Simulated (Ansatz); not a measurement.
## A substitution series on Si: H to Br

Gas-phase molecules. On one Si centre, n of the H ligands are replaced by Br. The mean harmonic wavenumber of the Si–H stretches y in cm⁻¹ at PBE0-D4/def2-TZVP. The shapes are optimised at that level. Programs: Ansatz 0.2.0.

| molecule | n | y (cm⁻¹) |
| --- | --- | --- |
| SiH4 | 0 | 2243 |
| SiH3Br | 1 | 2258 |
| SiH2Br2 | 2 | ? |
| SiHBr3 | 3 | 2291 |

Task: Fit y = c + s·n to the known rows and predict SiH2Br2.

Result: 
1. Means of the 3 rows: n = 1.33333, y = 2264.0.
2. Σ(Δn)² = 4.6667, Σ(Δn·Δy) = 75, so the slope is 75/4.6667 = 16.071.
3. Intercept: 2264.0 − (16.071) × 1.33333 = 2242.6. The largest residual of the fit is 0.6.
4. SiH2Br2: 2242.6 + (16.071) × 2 = 2275 cm⁻¹.

The run gave 2274 cm⁻¹, so the prediction is off by +1 cm⁻¹, at the rounding of the table. The steps per swap are +15, +16, +17 cm⁻¹. The wavenumbers are unscaled and lie a few per cent above observed bands. Relativity is left out for Br.

The Si–H stretch stiffens with every H replaced by Br, and the shifts are nearly additive: a line through the other three molecules reproduces SiH2Br2 to within 1 cm⁻¹. The slight growth of the steps, from +15 to +17 cm⁻¹, is too small against the rounding to establish cooperativity between the bromines.

The direction fits Bent's rule. Silicon directs more p character towards the electronegative Br ligands, leaving more s character in the remaining Si–H bonds, which become shorter and stronger. Electron withdrawal also raises the positive charge on Si, contracts its valence orbitals and makes the hydrogen less hydridic, which acts in the same direction. The heavier ligand itself probably contributes little, because the Si–H stretch is mostly hydrogen motion and couples weakly to the low-frequency Si–Br modes. Near-additivity suggests that each Br perturbs the silicon centre almost independently, but the wavenumbers alone cannot separate rehybridisation from the inductive effect.
